Titanium under compression and tension: why it softens and why its field gradient outruns the volume

Stretching titanium makes it softer: each further percent of volume lowers the pressure by less than the one before. The same stretch lowers the electric field gradient at the nuclei about twice as fast as a mere enlargement of the crystal would. The softening is what one expects from a balance of push and pull in which both fade as the volume grows, the push faster. The field gradient shows that the electron density around the nuclei does not simply scale with the lattice.

Ti (P6_3/mmc, 2 atoms), measured cell (COD) scaled at fixed shape, computed with Ansatz 0.2.0 in PBE, scalar-relativistic and without spin. The k mesh is 13 × 13 × 7, Fermi-Dirac smearing 0.08 eV, LAPW basis error 0.5 meV/atom; plain PAW has frozen cores and a 420 eV cutoff. Pressure is positive in compression, energy is free energy, and Vzz is the principal field gradient of largest size.

```
V/V(given)  volume (Å³/atom)  pressure, LAPW (GPa)  energy above the lowest row, LAPW (meV/atom)  largest Vzz, all-electron PAW (1e21 V/m^2)  largest Vzz, PAW (1e21 V/m^2)
    0.9400             16.60                  5.74                                          13.8                                        2.07                           2.10
    0.9405             16.61                  5.67                                          13.5                                        2.06                           2.09
    0.9600             16.95                  3.07                                           4.2                                        1.97                           2.01
    0.9700             17.13                  1.83                                           1.5                                         n/a                           1.96
    0.9800             17.31                  0.64                                           0.1                                        1.88                           1.92
    0.9900             17.48                 -0.50                                           0.0                                        1.84                           1.87
    1.0000             17.66                 -1.58                                           1.2                                        1.80                           1.83
    1.0100             17.83                 -2.61                                           3.5                                        1.76                           1.78
    1.0200             18.01                 -3.60                                           6.9                                        1.72                           1.74
    1.0300             18.19                 -4.54                                          11.4                                         n/a                           1.70
    1.0400             18.36                 -5.44                                          16.9                                        1.64                           1.66
    1.0600             18.72                 -7.11                                          30.8                                        1.56                           1.58
```

What pressure and energy say together

The cell is enlarged or shrunk without changing its shape, and each atom keeps the same surroundings in enlarged or reduced form. A positive pressure means that the crystal pushes outwards, a negative one that it must be held apart. Pressure is minus the slope of energy against volume, so the energy is lowest where the pressure passes through zero. Adding up pressure times change of volume from row to row returns the energy column to within about 0.1 meV per atom, which shows that the two columns agree with each other.

The zero lies near 17.4 Å³ per atom, 1.4 percent below the measured cell. That cell is therefore slightly stretched in this calculation. Thermal expansion and zero-point motion are absent here and would both enlarge the computed crystal, so the gap can't be charged to the PBE functional alone. The held shape matters a little too: at the measured volume the tension along the hexagonal axis is 1.84 GPa against 1.45 GPa in the plane, so a free cell would shorten its axis.

A small difference between two large forces

A solid at rest is a balance. Electrons confined to a smaller space have more kinetic energy, and this pushes the crystal apart. The attraction between electrons and nuclei pulls it together.

The calculation shows how large the two sides are. From row 0.96 to row 1.00 the kinetic energy falls by 1.452 eV per atom, while the electrostatic and exchange-correlation energy rises by 1.450 eV. What remains is a change of a few meV. The volume grows by 0.04 × 17.66 = 0.706 Å³ per atom, so the push is about 1.452/0.706 × 160 ≈ 330 GPa, where 160 converts eV/Å³ to GPa. The pressures in the table, a few GPa, are the small remainder of push and pull.

At the energy minimum the push must fade faster with volume than the pull, or the crystal would fly apart at the first stretch. Stiffness measures how quickly one outruns the other. As the crystal expands, both forces fade. If each follows a fixed power of the volume, the difference between their slopes shrinks as well, and the pressure falls in ever smaller steps.

The simplest model of the balance

The bulk modulus B is the pressure needed per relative change of volume:

B = −V dP/dV

For a gas of free electrons the kinetic energy goes as V^(−2/3), and the Coulomb attraction goes as V^(−1/3). Taking the slope of each gives a push p₁ and a pull p₂:

P = p₁ − p₂, with p₁ ∝ V^(−5/3) and p₂ ∝ V^(−4/3)

B = (5/3) p₁ − (4/3) p₂

At zero pressure push and pull are equal, so B is one third of either. A second derivative gives the rate at which B grows with pressure, and for these powers it is 3 at zero pressure: there, every GPa of compression adds 3 GPa of stiffness.

A worked case is row 1.06. Let V₀ be the volume at zero pressure, 17.4 Å³, and B₀ the bulk modulus there, 111 GPa. Then V/V₀ = 18.72/17.4 = 1.076, and the model reads

P = 3B₀ [(V/V₀)^(−5/3) − (V/V₀)^(−4/3)] = 333 × (0.885 − 0.907) ≈ −7.3 GPa

The calculation gives −7.11 GPa. A crystal of constant stiffness would give −111 × ln 1.076 ≈ −8.1 GPa, so the electron-gas powers reproduce most of the softening. V₀ and B₀ come from a curve fitted to all twelve pressures, this row included, so the estimate tests the shape of the curve and is not a prediction.

How far the gas picture goes

That curve is Murnaghan's, in which B rises linearly with pressure, at a rate left free in the fit. Least squares give a rate of 3.6, somewhat above the 3 of the electron gas. Titanium also has d electrons, whose bonds weaken more steeply with distance. A model with d bonds alone, in which the attraction goes as V^(−5/3) and the repulsion as its square, gives a rate of 7. With two fitted constants each, it misses the pressures by up to 0.5 GPa, the electron gas by less than 0.1 GPa.

It is tempting to read 3.6 as mostly gas with some d bonding. The pressures do not prove that, because other pairs of powers can give the same rate. Nor does the near-cancellation of the energies decide it, since any solid near its energy minimum shows it, and the virial theorem ties the size of the push to the stiffness whatever the electrons are. What the numbers establish is the rate itself; its division among kinds of electrons remains an interpretation.

Why the field gradient changes faster

The field gradient Vzz measures how far the charge around a nucleus is drawn out or flattened along an axis. A spherical atom has none. In this crystal each atom has six neighbours in its own hexagonal plane and six slightly closer ones in the planes above and below. The surroundings therefore differ between the axis and the plane, and a gradient results. Each piece of charge counts in proportion to 1/r³, where r is its distance from the nucleus.

Suppose that all charges moved apart with the lattice. Every r³ would then grow like the volume, and Vzz would go as 1/V. A core that strengthens or weakens the outer field by a fixed factor would not alter this power. Between rows 1.06 and 0.94 such scaling would raise Vzz by 13 percent, since 1.06/0.94 = 1.13. The all-electron PAW values rise by 33 percent.

Simple scaling therefore fails, and a change in the ratio of the cell edges can't be the reason, because the shape is held. The electron density around each nucleus must change its form on compression: it becomes less round, its non-spherical part moves closer to the nucleus than scaling would bring it, or contributions of opposite sign cancel less. Theory makes the first likely. The wave functions of neighbouring atoms overlap more as the atoms approach, and they mix more unevenly with the p and d functions of the atom in the middle. Part of this unevenness sits close to the nucleus, where 1/r³ gives it great weight. The calculation gives no division of Vzz into p and d parts, so this step is argued and not shown.

A straight-line fit of the logarithms over the ten available all-electron PAW values gives Vzz ∝ V^(−2.3). In terms of the distance between atoms this is roughly the seventh power, against the third for simple scaling. The exponent is a handy summary for this range of volumes and not a law. It comes out slightly larger on the stretched side than on the compressed side. Rounding could produce most of that difference in this column, but the frozen-core column shows a larger one in the same direction, so the exponent probably does grow on stretching.

Frozen-core PAW gives values higher by 0.02 to 0.04 × 10²¹ V/m², with the same trend. That is at most about 2 percent, far less than the effect of volume. Its cause stays open, because the datasets differ in several ways. For one, the frozen-core runs treat twelve electrons per atom as band electrons, the all-electron PAW runs only four. In a metal Vzz also depends on the mesh of k points, which was not varied, so the trend is safer than the absolute values.

Rows that look irregular

Rows 0.94 and 0.9405 are almost the same crystal. Their pressures differ by only 0.07 GPa, and rounding can change that difference by a seventh, so the table alone gives only a rough stiffness for this pair. The unrounded pressures, 5.7442 and 5.6743 GPa, give about 131 GPa, which fits the trend. The last step, from 1.04 to 1.06, looks large only because it covers two percent of volume.

Rows 0.98 and 0.99 have nearly equal energies because they lie on either side of the minimum, with pressures of 0.64 and −0.50 GPa. Near its minimum the energy curve is almost symmetric, so two nearly equal energies place the minimum about halfway between the rows. The pressure changes sign at about the same place. The two gaps in the all-electron PAW column, at 0.97 and 1.03, are missing values; frozen-core PAW runs smoothly through both.

Using the result

For a modest change of pressure on this crystal, start from a bulk modulus of 111 GPa and add about 3.6 GPa for each GPa of compression, or subtract as much for each GPa of tension. For another metal the same reasoning suggests the direction: compression stiffens it as long as push and pull keep following fixed powers of the volume. A change of electronic state under pressure can break this rule. A field gradient needs more care. If it comes mainly from density near the nucleus, 1/V is a poor guide, and a cell whose shape changes under load adds an effect that this table leaves out.
